## What the node costs: coincidence sets, determinant nodes and release

### Antisymmetry leaves the node open for $d>1$

For $N$ spin-polarised electrons in $d$ dimensions, a real wave function vanishes on a node of dimension $dN-1$. Antisymmetry forces zeros only on the coincidence sets $\mathbf r_i=\mathbf r_j$, of dimension $dN-d$. The dimensions match only for $d=1$, where the ground-state node is the coincidence set. For $d>1$ the orbitals supply the rest. With a common positive factor removed, orbitals $\{1,x,y\}$ in the plane give
$$\det\begin{pmatrix}1&1&1\\x_1&x_2&x_3\\y_1&y_2&y_3\end{pmatrix}=(x_2-x_1)(y_3-y_1)-(x_3-x_1)(y_2-y_1),$$
twice the signed area of the triangle, which is zero for collinear particles (dimension 5, coincidences 4). Orbitals $\{1,x,y,z\}$ give six times the signed volume of the tetrahedron, zero for coplanar particles (11 against 9). For two electrons in three dimensions, $\{1,\mathbf n\cdot\mathbf r\}$ gives a signed length with node $\mathbf n\cdot(\mathbf r_1-\mathbf r_2)=0$ (5 against 3). Every $\mathbf n$ contains the coincidence set, so antisymmetry cannot select it.

### Solvable model

Take two polarised, non-interacting electrons in a trap with $\omega_x=\omega_y=\lambda\omega_z$, $\lambda>1$, in units $\hbar=m=\omega_z=1$. The centre of mass separates, and $x,y,z$ denote the components of $(\mathbf r_1-\mathbf r_2)/\sqrt2$. The nodeless (boson) state $\Psi_B$ has relative factor $e^{-[z^2+\lambda(x^2+y^2)]/2}$ and $E_B=1+2\lambda$. The lowest odd state is $z\Psi_B$, so the exact energy is $E=2+2\lambda$ and $\Delta=E-E_B=1$. The state $x\Psi_B$ lies $g=\lambda-1$ above $E$. For $\lambda=2$: $E_B=5$, $E=6$, $g=1$.

The omitted repulsion is not small in a quantum dot. For GaAs, typical values $m^*=0.067$ and $\epsilon_r=12.9$ give an effective hartree of 11 meV. At an assumed $\hbar\omega_z=3$ meV the Coulomb scale $\sqrt{\mathrm{Ha}^*/\hbar\omega_z}$ is 1.9 trap quanta. A central interaction keeps the node $z=0$ of the lowest $z$-odd state but changes $\Delta$, $g$ and all prefactors. The numbers below are the model's.

The trial function $\Psi_T=(z-tx)\Psi_B$ has a tilted p orbital. The tilt $t=0.1$ ($5.7^\circ$) is held fixed. It stands for a nodal defect that a realistic trial family cannot optimise away.

### How the deviation falls

**Coincidence constraint alone.** Forbid $r<\rho$. The function $\Psi_Bf$ with $f=1-\rho/r$ has energy $E_B+\tfrac12\int\Psi_B^2|\nabla f|^2/\int\Psi_B^2f^2\to E_B+2\pi\rho\,\psi_B(0)^2$, where $\psi_B$ is the normalised relative factor. For $\lambda=2$ the shift is $4\rho/\sqrt\pi$. This upper bound vanishes with $\rho$, so the walk returns $E_B$, an error of $-1$ at any cost.

**Variational Monte Carlo (VMC).** Since $(H-E)\Psi_T=-g\,t\,x\,\Psi_B$, with $s=t^2/\lambda$ the bias and the local-energy variance are
$$b_V=\frac{gs}{1+s},\qquad\sigma^2=\frac{g^2s}{(1+s)^2}.$$
For $\lambda=2$ both are $t^2/2$ at leading order.

**Fixed-node diffusion Monte Carlo (FN).** Solve $H\Phi=E_{FN}\Phi$ in the pocket $z>tx$, with $\Phi=\Phi_0+t\Phi_1+t^2\Phi_2$ and $\Phi_0=z\Psi_B$. Expanding $\Phi(z=tx)=0$ gives $\Phi_1=-x\Psi_B$ and $\Phi_2=-x\,\partial_z\Phi_1$ on $z=0$. The first-order energy vanishes by parity in $x$. Hence $\Phi_1=-x\,\Psi_B|_{z=0}\,D(z)/D(0)$, where $D$ decays and obeys $-\tfrac12D''+\tfrac12z^2D=(\tfrac32-\lambda)D$. Projecting $(H-E)\Phi_2=E_2\Phi_0$ on $\Phi_0$ leaves the boundary term $-\tfrac12\int\Phi_2\,\partial_z\Phi_0$ on $z=0$. With $\langle x^2\rangle=1/2\lambda$ and $\int_0^\infty z^2e^{-z^2}dz=\sqrt\pi/4$,
$$E_2=-\frac{1}{\sqrt\pi\,\lambda}\frac{D'(0)}{D(0)}=\frac{2\,\Gamma(\lambda/2)}{\sqrt\pi\,\lambda\,\Gamma\!\left(\frac{\lambda-1}{2}\right)},$$
where $D$ is a parabolic cylinder function. $E_2$ vanishes at $\lambda=1$, where every plane is an exact node. For $\lambda=2$, $D=e^{z^2/2}\operatorname{erfc}z$, $D'(0)/D(0)=-2/\sqrt\pi$, and
$$b_{FN}=t^2/\pi .$$
Corrections are of relative order $t^2$, about 1 per cent. This bias is a floor that sampling does not lower.

**Released node.** Propagate $\Phi$, continued antisymmetrically, for a time $\tau$ without the constraint. $\Psi_T$ contains only two eigenstates, and the mixed estimator equals $E_{FN}$ at $\tau=0$, so $b(\tau)=b_{FN}e^{-g\tau}$ at leading order.

### How the work grows

Set $\lambda=2$ and count steps, one step being a move of all particles of one walker. An estimate from $C$ steps has mean-square error $b^2+\sigma^2\kappa/C$, where $\kappa$ is the number of steps per effective sample.

For VMC the Metropolis test permits large moves, and $\kappa=4$ is assumed. For FN, note that $\Psi_T$ is the pocket ground state of $H-E_L$, with $E_L=H\Psi_T/\Psi_T$. Restoring $E_L$ as a perturbation gives the variational energy at first order and minus the time-integrated autocovariance $\sigma^2T$ of $E_L$ at second order. Therefore $T=(b_V-b_{FN})/\sigma^2=1-2/\pi=0.36$, and $\kappa=K=2T/\delta\tau=73$ at $\delta\tau=0.01$. Since $E_L-E\propto tx$ is odd in $x$, the time-step error scales as $t^2$; it is assumed to be a fraction $\delta\tau/T\approx0.03$ of $b_{FN}$. The slowest mode in the autocovariance decays at rate 2, so 150 steps from a VMC start leave at most $e^{-3}\sigma^2T$, 3 per cent of $b_{FN}$. Population-control bias, estimated as $\sigma^2T/N_w$, is 2 per cent for $N_w=30$ walkers. The overhead $C_0=4500$ steps is charged to all projector runs.

For release, launch walkers from the FN population with weight $W=\Psi_B/\Psi_T$ and guide them by $\Psi_B$. The motion is an Ornstein–Uhlenbeck process with rates 1 in $z$ and 2 in $x$, and
$$E(\tau)-E=\frac{\langle-t\,W x_\tau\rangle}{\langle W(z_\tau-tx_\tau)\rangle}.$$
At leading order $W=1/z_0$ with $z_0$ distributed as $z_0^2e^{-z_0^2}$, so $\langle W^2\rangle=2$ and the denominator is $e^{-\tau}$. The numerator has variance $t^2\cdot2\cdot\tfrac14=\sigma^2$. A fraction $e^{-4\tau}$ of it comes from $x_0e^{-2\tau}$ and is correlated along the FN walk; the rest is fresh noise. For $n$ FN steps and $L$ launches the variance is $\sigma^2e^{2\tau}[e^{-4\tau}K/n+(1-e^{-4\tau})/L]$. Minimising at fixed $n+L\tau/\delta\tau$, with release steps priced as FN steps, gives
$$\kappa(\tau)=e^{2\tau}\left[e^{-2\tau}\sqrt K+\sqrt{(1-e^{-4\tau})\,\tau/\delta\tau}\right]^2 .$$
The denominator has relative variance $(e^{2\tau}-1)/L$, which must be small.

In general the signal decays as $e^{-\Delta\tau}$. Up to a power of $\tau$, the cost for root-mean-square error $\varepsilon$ is $e^{2\Delta\tau}/(\varepsilon^2-b^2)$, which is least at $b^2=\varepsilon^2\Delta/(\Delta+g)$. Then $C\propto\varepsilon^{-2-2\Delta/g}$ up to a logarithm: $\varepsilon^{-4}$ here, against $\varepsilon^{-2}$ for VMC and FN well above their floors.

For $N$ electrons, a Sherman–Morrison update of the inverse Slater matrix costs $O(N^2)$ per accepted move. A step costs $O(N^3)$, and an extensive $\sigma^2$ makes the work $O(N^4/\varepsilon^2)$ for the total energy. Memory is $O(N^2)$ for VMC and $O(N_wN^2)$ for FN; a launch adds $3N$ coordinates. Release multiplies the work by $e^{2\Delta_N\tau}$. Filling shells $0,\dots,k$ of an isotropic trap gives $N=(k+1)(k+2)(k+3)/6$ and $\Delta_N=k(k+1)(k+2)(k+3)/8\to(6N)^{4/3}/8$. The coplanar case $N=4$ has $\Delta_N=3$, hence $\varepsilon^{-8}$ at $g=1$. In $d=1$ the exact node needs only two neighbour comparisons per move and has no bias.

### Cheapest choice for a stated accuracy

With $\sigma^2=5.0\times10^{-3}$, the cost is $C=C_0+\sigma^2\kappa/(\varepsilon^2-b^2)$ steps, with $C_0=0$ for VMC. Both $b$ and $\varepsilon$ are in $10^{-3}\hbar\omega_z$. A dash means $b\ge\varepsilon$.

| Method | $b$ | $\kappa$ | $\varepsilon=10$ | $4$ | $2$ | $0.6$ |
|---|---|---|---|---|---|---|
| VMC | 5.0 | 4 | $\mathbf{2.7\times10^2}$ | – | – | – |
| FN | 3.2 | 73 | $8.6\times10^3$ | $\mathbf{6.7\times10^4}$ | – | – |
| $\tau=1$ | 1.2 | $9.0\times10^2$ | $5.0\times10^4$ | $3.1\times10^5$ | $\mathbf{1.7\times10^6}$ | – |
| $\tau=2$ | 0.43 | $1.1\times10^4$ | $5.6\times10^5$ | $3.5\times10^6$ | $1.5\times10^7$ | $\mathbf{3.2\times10^8}$ |
| $\tau=3$ | 0.16 | $1.2\times10^5$ | $6.1\times10^6$ | $3.8\times10^7$ | $1.5\times10^8$ | $1.8\times10^9$ |

VMC is cheapest at $\varepsilon=10$, by a factor of 32. FN is cheapest at $\varepsilon=4$, by a factor of 4.7. A 3 per cent rise in $b_{FN}$ raises that entry by 11 per cent and leaves the ranking intact. Below 3.2 only release works, and among the tabulated settings the shortest admissible $\tau$ is the cheapest.

### Best choice inside a budget

The error is $\sqrt{b^2+\sigma^2\kappa/(C-C_0)}$, in $10^{-3}\hbar\omega_z$. A dash marks values above 20, where too few launches determine the denominator.

| Method | $C=10^4$ | $10^5$ | $10^6$ | $10^8$ | $10^{10}$ |
|---|---|---|---|---|---|
| VMC | **5.2** | 5.0 | 5.0 | 5.0 | 5.0 |
| FN | 8.7 | **3.7** | 3.2 | 3.2 | 3.2 |
| $\tau=1$ | – | 7.0 | **2.4** | 1.2 | 1.2 |
| $\tau=2$ | – | – | 7.5 | **0.86** | 0.44 |
| $\tau=3$ | – | – | – | 2.5 | **0.29** |

The window for FN is narrow, because projection inside a tilted pocket removes only the fraction $1-2/\pi$ of the variational error. All biases and $\sigma^2$ scale as $t^2$. Halving the tilt lowers the FN floor to 0.80, which release from the original node reaches only at $\tau=\ln4=1.4$ with a signal-decay penalty $e^{2\tau}=16$. Where the orbitals can still be improved, moving the node is the cheaper route to the information that the coincidence set does not carry.